# Fluctuations at a magnetic surface: the first correction to Landau's exponents, sized for Ni(100)

Landau theory of a semi-infinite magnet replaces a partition function by the minimum of its exponent. I want to show where that step enters, what the first correction is, and what it does to Ni(100) near the Curie point.

## The Landau result

Take an $n$-component field $\boldsymbol\varphi$ in the half-space $z>0$, in $d$ dimensions, with energies in units of $k_BT$:

$$\mathcal H=\int d^dx\left[\tfrac12(\nabla\boldsymbol\varphi)^2+\tfrac12 r\,\varphi^2+\tfrac{u}{4!}(\varphi^2)^2\right]+\tfrac12c\int d^{d-1}x\,\varphi^2\big|_{z=0}.$$

Here $r\propto T-T_c$, $c=1/\lambda$, and $t=|T-T_c|/T_c$. Minimising over a profile $m(z)$ along one axis gives

$$m''=rm+\tfrac u6m^3,\qquad m'(0)=m_1/\lambda,\qquad m_1\equiv m(0).$$

Below $T_c$, with $m_b^2=6|r|/u$ and $\xi_-=(2|r|)^{-1/2}$,

$$m=m_b\tanh\frac{z+z_0}{2\xi_-},\qquad \sinh\frac{z_0}{\xi_-}=\frac{\lambda}{\xi_-},\qquad m_1=\frac{m_b\,x}{1+\sqrt{1+x^2}},\quad x=\frac{\lambda}{\xi_-}.$$

For $c>0$, $x\to0$ at $T_c$ and $m_1\simeq m_b\lambda/2\xi_-\propto t$: the ordinary transition, $\beta_1=1$. At $c=0$, $m_1=m_b$ and $\beta_1=1/2$: the special transition. For $c<0$ a mode $e^{-z/\xi_+}$, with $\xi_+=r^{-1/2}$, meets the boundary condition at $\xi_+=|\lambda|$. The surface orders first, $T_s-T_c\propto|c|^{1/\phi}$ with $\phi=1/2$.

On a lattice, $\lambda$ follows from continuing the bulk layer equation to a fictitious layer 0. For simple cubic (100) the condition is $Jm_0=4(J_s-J)m_1$, so $\lambda=a/[1-4(J_s/J-1)]$, special at $J_s/J=5/4$. Nickel is fcc. A (100) site has four neighbours in its plane and four in each adjacent plane, so $4Jm_0=4(J_s-J)m_1$. With layer spacing $a/2$,

$$\lambda=\frac{a/2}{2-J_s/J},$$

and the mean-field special point is $J_s/J=2$.

## Where the assumption enters

The exact equation of state is the thermal average of the field equation, and its cubic term is $\frac u6\langle\varphi^2\varphi_\alpha\rangle$. Landau theory writes $\frac u6m^3$ for it. That drops the variance of $\boldsymbol\psi=\boldsymbol\varphi-\mathbf m$. In the bulk the variance is uniform. Near a wall it depends on $z$, and it has a say in the shape of the profile.

Keep $\boldsymbol\psi$ to Gaussian order. The Hessian $M$ of the quartic term has one eigenvalue $um^2/2$ and $n-1$ eigenvalues $um^2/6$, so

$$\sum_iM_i=\frac{n+2}{6}um^2,\qquad\sum_iM_i^2=\frac{n+8}{36}u^2m^4 .$$

Integrating out $\boldsymbol\psi$ adds $\frac12\mathrm{Tr}\ln(G^{-1}+M)=\text{const}+\frac12\mathrm{Tr}\,GM-\frac14\mathrm{Tr}\,GMGM+\dots$ to the free energy, where $G$ is the propagator of one component. Everything I need comes from these two terms.

## The first term: a potential made by the wall

The first term is $\frac12\int V(z)\,m^2$ with $V=\frac{n+2}6u\,G(x,x)$. At distances below $\xi$ but above $\lambda$, a surface with $c>0$ acts as a Dirichlet wall. At $c=0$ it is a Neumann wall. The propagator is the bulk one minus or plus its image. In $d=4$ at criticality $G_b(\rho)=1/4\pi^2\rho^2$, and the image sits at distance $2z$. The bulk part of $G(x,x)$ is a constant that shifts $T_c$. What remains is

$$V(z)=\mp\frac{(n+2)u}{6}\,\frac1{16\pi^2z^2},$$

with the upper sign for the ordinary case. The potential scales as $z^{-2}$, exactly like $d^2/dz^2$, so it changes a power and cannot be absorbed in $\lambda$.

## The second term: fixing $u$ and $\nu$

Move $r$ into $M$ and collect the terms $rm^2$ and $m^4$ of $-\frac14\mathrm{Tr}\,GMGM$. For slowly varying $m$ they carry the factor $I=\int d^4x\,G_b^2$, which is $d\ell/8\pi^2$ for a shell of lengths $d\ell=d\ln\rho$. Matching to $\frac12rm^2$ and $\frac u{24}m^4$ gives $\delta r=-\frac{n+2}6urI$ and $\delta u=-\frac{n+8}6u^2I$. Adding the rescaling in $d=4-\epsilon$,

$$\frac{du}{d\ell}=\epsilon u-\frac{(n+8)u^2}{48\pi^2},\qquad\frac{d\ln r}{d\ell}=2-\frac{(n+2)u}{48\pi^2}.$$

The Wilson–Fisher fixed point is $u^*=48\pi^2\epsilon/(n+8)$. Define

$$A=\frac{(n+2)\,\epsilon}{2(n+8)}.$$

Then $1/\nu=2-2A$, so $\nu=(1+A)/2$ to first order. The bulk gradient term is untouched at this order, so $\eta=0$ and $\beta=\nu(d-2)/2=\frac12-\frac{3\epsilon}{2(n+8)}$. Inserting $u^*$ in the wall potential gives $V=\mp A/z^2$.

**Question.** In $d=4-\epsilon$ the image falls as $z^{-2+\epsilon}$. Why do you keep $z^{-2}$?

The coupling that acts at distance $z$ is the one run up to scale $z$. At the fixed point the dimensionless coupling stays at $u^*$, so the dimensional one goes as $u^*z^{-\epsilon}$, and the product is $z^{-2}$. That is also what entitles me to read the first-order logarithm, $m\propto z(1-A\ln z)$, as the start of a power.

## The corrected exponents

For $z\ll\xi$ the terms $rm$ and $um^3/6$ are of order $m/\xi^2$ and negligible beside $m/z^2$. The profile obeys $m''=\mp Am/z^2$, so $m\propto z^s$ with $s(s-1)=\mp A$. The roots that join Landau's values, 1 and 0, are

$$s_{\rm ord}=1-A,\qquad s_{\rm sp}=-A .$$

Scaling says $m(z)=m_bf(z/\xi)$, and with $f\propto(z/\xi)^s$ at a fixed microscopic depth we get $\beta_1=\beta+\nu s$:

$$\beta_1^{\rm ord}=1-\frac{3\epsilon}{2(n+8)},\qquad\beta_1^{\rm sp}=\frac12-\frac\epsilon4 .$$

Look at the ordinary case. The product $\nu s=\frac12(1+A)(1-A)$ is $\frac12$ up to second order. The profile gets steeper at the wall, the correlation length diverges faster, and the two effects cancel. So $m_1/m_b\propto t^{1/2}$ survives, and the first shift of $\beta_1$ equals the shift of the bulk $\beta$.

For $\phi$, treat $c\,\delta(z)$ as a local piece of $r$ at the Neumann wall. A propagator that starts on the wall is $2G_b$, its square is $4G_b^2$, and the integral covers half of space, so $I\to2I$. The bulk rate $-2A$ becomes $-4A$. The factor $m_1^2\propto(a/L)^{2s}m(L)^2$, for a scale $L=ae^\ell$, adds $-2s_{\rm sp}=2A$. With the canonical dimension 1 of $c$, the eigenvalue is $y_c=1-2A$, and

$$\phi=\nu y_c=\frac{1-A}2 .$$

For an isotropic ferromagnet $n=3$, and at $\epsilon=1$, $A=5/22=0.227$.

| exponent | Landau | first order, $n=3$, $\epsilon=1$ |
|---|---|---|
| $\nu$ | 1/2 | 0.61 |
| $\beta$ | 1/2 | 0.36 |
| $s_{\rm ord}$ | 1 | 0.77 |
| $\beta_1^{\rm ord}$ | 1 | 0.86 |
| $\beta_1^{\rm sp}$ | 1/2 | 0.25 |
| $\phi$ | 1/2 | 0.39 |

**Question.** Does the special point stay at $c=0$?

No. The repulsive $+A/z^2$, integrated from a cutoff of order $a$, adds about $A/a$ to $c$. The bare $c$ has to be negative to cancel it, so the special point needs a larger $J_s/J$ than mean field gives. The amount depends on the lattice.

**Question.** And the surface transition itself?

There the correction is qualitative. An ordered surface above the bulk $T_c$ would be a two-dimensional system with $n-1$ gapless transverse modes, whose variance $\int d^2k/k^2$ grows as the logarithm of the sample size. This is the Mermin–Wagner argument: for isotropic short-range exchange with $n=3$ in $d=3$ that ordered phase is absent, and it takes anisotropy to restore it. The special entries in the table are continued from $d>3$, where the phase exists, and I would hold them loosely.

## Does nickel have a Landau window?

The fixed-point exponents matter only if fluctuations are strong at accessible $t$. To test this I take a model: classical unit spins on the fcc lattice, nearest-neighbour exchange, $J_s=J$, and an approximate lattice constant $a=0.352$ nm as input. Then $\lambda=a/2=0.176$ nm, well on the ordinary side. Inverting the Langevin function gives a reduced field $3m+\frac95m^3$, and the exchange sum is $J(12-a^2k^2)$ at small $k$, with $3k_BT_c=12J$. Per site, in units of $k_BT_c$ and above $T_c$,

$$f=\tfrac32t\,m^2+\tfrac9{20}m^4+\tfrac{a^2}8(\nabla m)^2 .$$

Dividing by the site volume $a^3/4$ and setting $\varphi^2=m^2/a$ gives $r=12t/a^2$ and $u=43.2/a$. Hence $\xi_+=\xi_0t^{-1/2}$ with $\xi_0=a/\sqrt{12}=0.10$ nm, and $u\xi_0=12.5$.

Now work directly in $d=3$, above $T_c$, where $G_b=e^{-\rho/\xi}/4\pi\rho$. Its short-distance expansion $1/4\pi\rho-1/4\pi\xi$ gives the bulk correction

$$\xi^{-2}(1+\delta_b)=r-r_c,\qquad\delta_b=\frac{(n+2)u\xi}{24\pi},$$

where $r_c$ absorbs the shift of $T_c$. The image gives $V=-\frac{(n+2)u}{6}\,e^{-2z/\xi}/8\pi z$. In a weak uniform field $h$, $m''=m/\xi^2+Vm-h$ with $m(0)=0$. Multiply by $e^{-z/\xi}$ and integrate by parts twice:

$$m'(0)=\int_0^\infty e^{-z/\xi}\,(h-Vm)\,dz .$$

Inserting the Landau profile $h\xi^2(1-e^{-z/\xi})$ gives $m'(0)=h\xi(1+\delta_s)$, where

$$\delta_s=\frac{(n+2)u\xi}{48\pi}\int_0^\infty\frac{e^{-3y}-e^{-4y}}{y}\,dy=\frac{(n+2)\ln(4/3)}{48\pi}\,u\xi .$$

Since $m_1\simeq\lambda m'(0)$, this is the relative change of the surface response at fixed $\xi$. Evaluated with Landau's $\xi_+$, the model has $\delta_b=0.83\,t^{-1/2}$ and $\delta_s=0.12\,t^{-1/2}$. At $t=0.01$, where $\xi_+=1.0$ nm, they are 8.3 and 1.2. The Dirichlet condition there neglects terms of relative size $\lambda/\xi_+=0.17$, which do not alter the verdict. Neither correction is small, so the perturbation series in $u\xi$ has failed and the fixed point is the place to expand around.

**Question.** Nickel is an itinerant magnet. Why trust nearest-neighbour spins?

I don't trust them for amplitudes, and these numbers are the model's. Exchange in an itinerant metal is expected to reach further, which weakens fluctuations, so the model errs on the large side. The sensitivity is easy to state. Stretch $\xi_0$ by a factor $\kappa$: then $\varphi^2\propto\kappa^2$, $u\propto\kappa^{-4}$, and $u\xi\propto\kappa^{-3}$ at fixed $t$. Doubling the range leaves $\delta_b=1.0$ and $\delta_s=0.15$ at $t=0.01$, and both grow as $t^{-1/2}$ closer in. Even then there is no Landau regime for $t\le0.01$. The exponents themselves need only short-range isotropic exchange and a surface on the ordinary side.

## The size of the effect on Ni(100)

The compiled Curie temperature is 627.5 K (Pajda 2001). Take the decade from $t=10^{-2}$ to $10^{-3}$, which is 6.3 K to 0.63 K below $T_c$. With $\beta_1=1$ the surface magnetisation drops to 0.10 of its starting value. With the shift $3/22=0.136$ it drops to $10^{-19/22}=0.14$. The ratio is $10^{3/22}=1.37$.

**Question.** Landau's own formula bends away from slope 1 at finite $\lambda/\xi_-$. Could that mimic the shift?

Partly, if the window is too far out. In the model $x^2=6t$, so $m_1\propto t/(1+\sqrt{1+6t})$. Across our decade the mean logarithmic slope is 0.994, a negligible change. Between $t=0.1$ and $0.01$ it is 0.95, about a third of the fluctuation shift, and the $m^6$ term and the discreteness of the layers enter at that same relative order $t$. A fit over that outer decade cannot separate the causes cleanly.

**Question.** You set $\epsilon=1$. How large is what you left out?

There are two ways to look at it. If I multiply the first-order factors without expanding, $\nu\,(1-\epsilon/2+s)$ gives 0.78 in place of 0.86. That spread of 0.08 is an incomplete set of $\epsilon^2$ terms, and it is more than half the effect, so one loop alone fixes the sign and the rough size. The complete second-order term, which I quote from the two-loop literature without deriving it, is $-3(n+2)(12-n)\epsilon^2/8(n+8)^3$. For $n=3$ it equals $-0.013$, a tenth of the first-order shift, so the genuine two-loop diagrams cancel most of that spread. It moves $\beta_1$ to 0.85 and the ratio from 1.37 to 1.41. Two figures are what I can defend.

**Question.** Is $u$ really at its fixed point in that window?

Not exactly. Linearising the flow gives $d(u-u^*)/d\ell=-\epsilon(u-u^*)$, so $m_1$ carries a factor $1+b\,(\xi_0/\xi)^\epsilon$ with an amplitude $b$ that depends on the material and that I have not computed. For illustration take $b=1$, $\epsilon=1$ and $\xi_0/\xi=t^{1/2}$. The factor changes the mean slope over our decade by 0.03, and the sign follows that of $b$. This is larger than the two-loop term and about a fifth of the first-order shift. Dipolar forces and magnetocrystalline or surface anisotropy are also outside the model, and they limit how close to $T_c$ the isotropic $n=3$ description can be carried.

For the isotropic short-range model of Ni(100), then, dropping the saddle-point assumption lowers $\beta_1$ from 1 to about 0.86 at first order in $\epsilon$, with a few hundredths of uncertainty in any finite window. It leaves $m_1/m_b\propto t^{1/2}$ at that order, and it raises the surface magnetisation retained over one decade in $t$ by a factor of about 1.4.